**Kα satellite and hypersatellite shifts of Ce²⁺ against the number of 2p spectator holes**

The table holds centroid shifts in eV for 0 to 5 spectator holes in 2p, from Dirac-Fock ΔSCF calculations with configuration average, Breit and QED terms, no correlation, in a Watson sphere. The program tests an expansion of the energy in hole numbers, $an+b\binom{n}{2}$, against both columns, and compares the sizes with hydrogenic Slater integrals and with Slater's screening rules. A straight line falls 3.2 % short at $n=5$, while the quadratic form fits the run's finer digits to about 0.01 eV with nearly the same curvature, 1.37 and 1.38 eV, in both columns. Bare hydrogenic integrals overshoot the first step by 14 % and undershoot the hypersatellite offset by 14 %, and Slater's rules miss the satellite shifts by over 40 % while giving the order of the curvature. The j-resolved shifts of the same run, given for one spectator hole in K or 2p, average to the matching tabulated centroids, and the single M holes listed shift the lines by at most 16 % of a 2p step.

Kα satellite and hypersatellite (second 1s hole) shifts of Ce²⁺, [Xe] 4f², with spectator holes in 2p, averaged over the 2p shell, from the Kα line without spectators. Radial Dirac-Fock and Kohn-Sham solver 3: Dirac-Fock ΔSCF, configuration average, Fermi nucleus (rms radius 4.8771 fm), Breit and QED terms, no correlation; Watson sphere of charge −2 e and radius 1.6 Å.

## The fit in Python

```python
# Table: K alpha satellite and hypersatellite shifts (eV) of Ce2+ with n spectator 2p holes; radial
# Dirac-Fock solver, Delta-SCF, configuration average, Breit and QED, no correlation, Watson sphere.
# Tested: hole expansion a*n + b*C(n,2), hydrogenic Slater integrals, Slater's screening rules.
T = {
    'series_spectator_holes': [0, 1, 2, 3, 4, 5],
    'series_satellite_shift': [0.0, 82.68, 166.7, 252.1, 338.9, 427.1],  # eV
    'series_hypersatellite_shift': [717.4, 801.6, 887.3, 974.3, 1062.7, 1152.5],  # eV
}
import numpy as np
from scipy.constants import physical_constants as pc, alpha
from scipy.integrate import quad
from scipy.special import gammainc, gamma
Ha = pc['Hartree energy in eV'][0]
Z = 58
n = np.array(T['series_spectator_holes'], float)
s = np.array(T['series_satellite_shift'], float)
h = np.array(T['series_hypersatellite_shift'], float)
# further outputs of the same run: more digits, j-resolved shifts (line, spectator), centroid
sf = np.array([0, 82.68, 166.71, 252.11, 338.88, 427.05])
hf = np.array([717.352, 801.637, 887.28, 974.303, 1062.71, 1152.52])
L2K, L3K, L2L2, L2L3, L3L2, L3L3, E0 = 696.85, 727.6, 80.75, 73.09, 103.84, 75.22, 34570.7
M = [9.08, 2.24, -1.71, 13.56, -0.9, 0.85]
f = lambda v, d=2: ' '.join(f'{x:.{d}f}' for x in v)
c2 = n*(n-1)/2
print('All energies in eV. Rounding: table 0.05, finer output of the run 0.005')
print('satellite steps, table:', f(np.diff(s)), '| finer:', f(np.diff(sf)))
print('hypersatellite steps, table:', f(np.diff(h)), '| finer:', f(np.diff(hf)))
print('growth of steps, finer (rounding up to 0.02): satellite', f(np.diff(sf, 2)), '| hyper', f(np.diff(hf, 2)))
print('hypersatellite minus its n=0 value, finer:', f(hf-hf[0], 1))
print('hyper minus satellite, finer:', f(hf-sf), '| steps:', f(np.diff(hf-sf)))
print(f'last step / first step: satellite {np.diff(sf)[-1]/sf[1]:.3f}; n=5 shift / line energy {100*s[-1]/E0:.2f} %')
r = s - n*s[1]
print('pairs only, n times first step, table minus model:', f(r), f'| n=5: {100*r[-1]/s[-1]:.1f} %')
A = np.c_[n, c2]
B = np.c_[np.ones(len(n)), n, c2]
res = {}
for name, X, y in (('satellite, table', A, s), ('satellite, finer', A, sf), ('hyper, table', B, h), ('hyper, finer', B, hf)):
    p = np.linalg.lstsq(X, y, rcond=None)[0]
    res[name] = p
    e = y - X@p
    print(f'fit {name}: a = {p[-2]:.2f}, b = {p[-1]:.3f}; residuals', f(e, 3), f'| worst n={int(n[np.argmax(abs(e))])}')
bs, bh = res['satellite, table'][-1], res['hyper, table'][-1]
print(f"finer fits, hyper minus satellite: a {res['hyper, finer'][1]-res['satellite, finer'][0]:.2f}, b {res['hyper, finer'][2]-res['satellite, finer'][1]:.3f}")
print('a, b from n=1,2 only, finer minus prediction, n=3-5:', f((sf - n*sf[1] - c2*(sf[2]-2*sf[1]))[3:]))
Usp, Upp, Uss = 59/243 - 112/2187/6, 93/512 - 2/25*45/512, 5/8   # hydrogenic, hartree per Z
print(f'hydrogenic per unit Z (hartree): Uss {Uss:.4f}, Usp {Usp:.4f}, Upp {Upp:.4f}')
for lab, c, y in (('first step Usp-Upp', Usp-Upp, s[1]), ('offset Uss-Usp', Uss-Usp, h[0])):
    m = c*Z*Ha
    print(f'{lab}: {c*Ha:.2f} per Z, {m:.0f} at Z=58, table {y:.1f}, error {100*(m/y-1):+.0f} %, Z needed {y/c/Ha:.1f}')
g = np.sqrt(1-(Z*alpha)**2)
F = 4*quad(lambda x: x**(2*g-1)*np.exp(-x)/gamma(2*g+1)*gammainc(2*g+1, x), 0, 60)[0]
print(f'Z alpha {Z*alpha:.3f}; Dirac 1s-1s Coulomb, bare Z: {100*(F/Uss-1):+.1f} %, about {(F-Uss)*Z*Ha:.0f}; gap in offset {h[0]-(Uss-Usp)*Z*Ha:.0f}')
E = lambda k, l: Ha*(-k*(Z-0.30*max(k-1, 0))**2/2 - l*(Z-0.85*k-0.35*(l-1))**2/8)   # Slater's rules, K and L
ls = np.array([E(1, 8-i)-E(2, 7-i) for i in n])
lh = np.array([E(0, 8-i)-E(1, 7-i) for i in n]) - ls[0]
ls = ls - ls[0]
bS = np.diff(ls, 2).mean()
print("Slater's rules, satellite:", f(ls, 1), '| error %, n=1-5:', f(100*(ls[1:]/s[1:]-1), 0))
print(f"Slater's rules: growth of steps {bS:.2f}, offset {lh[0]:.0f} ({100*(lh[0]/h[0]-1):+.0f} %), extra hyper step {np.diff(lh-ls).mean():.2f}")
mean1 = (2*L2L2 + 8*L2L3 + 8*L3L2 + 12*L3L3)/30
print(f'n=1 components {L2L3} to {L3L2}, spread {L3L2-L2L3:.2f}; mean with weights 2:8:8:12 {mean1:.2f}, table minus mean {s[1]-mean1:.2f}')
print(f'n=1 mean shift of K-L2 {(2*L2L2+8*L2L3)/10:.2f}, of K-L3 {(8*L3L2+12*L3L3)/20:.2f}')
print(f'second K hole, 1:2 mean {(L2K+2*L3K)/3:.2f}, table {h[0]:.1f}; offset / first step {h[0]/s[1]:.1f}')
print(f'K-L2 minus K-L3 hole interaction: {L3K-L2K:.2f} from K spectator, {L3L2-L2L3:.2f} from L spectators')
print(f'one M hole: {min(M)} to {max(M)}, at most {100*max(M)/s[1]:.0f} % of one 2p hole')
assert np.all(np.diff(s) > 0) and np.all(np.diff(s, 2) > 0) and np.all(np.diff(h, 2) > 0)
assert abs(bs-bh) < 0.15
assert np.all(np.diff(h) > np.diff(s))
assert (Usp-Upp)*Z*Ha > s[1] and (Uss-Usp)*Z*Ha < h[0]
```

Output:

```
All energies in eV. Rounding: table 0.05, finer output of the run 0.005
satellite steps, table: 82.68 84.02 85.40 86.80 88.20 | finer: 82.68 84.03 85.40 86.77 88.17
hypersatellite steps, table: 84.20 85.70 87.00 88.40 89.80 | finer: 84.28 85.64 87.02 88.41 89.81
growth of steps, finer (rounding up to 0.02): satellite 1.35 1.37 1.37 1.40 | hyper 1.36 1.38 1.38 1.40
hypersatellite minus its n=0 value, finer: 0.0 84.3 169.9 257.0 345.4 435.2
hyper minus satellite, finer: 717.35 718.96 720.57 722.19 723.83 725.47 | steps: 1.60 1.61 1.62 1.64 1.64
last step / first step: satellite 1.066; n=5 shift / line energy 1.24 %
pairs only, n times first step, table minus model: 0.00 0.00 1.34 4.06 8.18 13.70 | n=5: 3.2 %
fit satellite, table: a = 82.66, b = 1.380; residuals 0.000 0.023 0.005 -0.013 -0.011 0.010 | worst n=1
fit satellite, finer: a = 82.67, b = 1.370; residuals 0.000 0.012 0.004 -0.004 -0.013 0.008 | worst n=4
fit hyper, table: a = 84.25, b = 1.386; residuals 0.014 -0.037 0.026 0.003 -0.006 0.000 | worst n=1
fit hyper, finer: a = 84.27, b = 1.381; residuals -0.007 0.010 0.004 -0.004 -0.010 0.007 | worst n=1
finer fits, hyper minus satellite: a 1.60, b 0.011
a, b from n=1,2 only, finer minus prediction, n=3-5: 0.02 0.06 0.15
hydrogenic per unit Z (hartree): Uss 0.6250, Usp 0.2343, Upp 0.1746
first step Usp-Upp: 1.62 per Z, 94 at Z=58, table 82.7, error +14 %, Z needed 50.9
offset Uss-Usp: 10.63 per Z, 617 at Z=58, table 717.4, error -14 %, Z needed 67.5
Z alpha 0.423; Dirac 1s-1s Coulomb, bare Z: +7.5 %, about 74; gap in offset 101
Slater's rules, satellite: 0.0 47.4 96.4 146.9 198.9 252.5 | error %, n=1-5: -43 -42 -42 -41 -41
Slater's rules: growth of steps 1.55, offset 606 (-16 %), extra hyper step 0.87
n=1 components 73.09 to 103.84, spread 30.75; mean with weights 2:8:8:12 82.65, table minus mean 0.03
n=1 mean shift of K-L2 74.62, of K-L3 86.67
second K hole, 1:2 mean 717.35, table 717.4; offset / first step 8.7
K-L2 minus K-L3 hole interaction: 30.75 from K spectator, 30.75 from L spectators
one M hole: -1.71 to 13.56, at most 16 % of one 2p hole
```
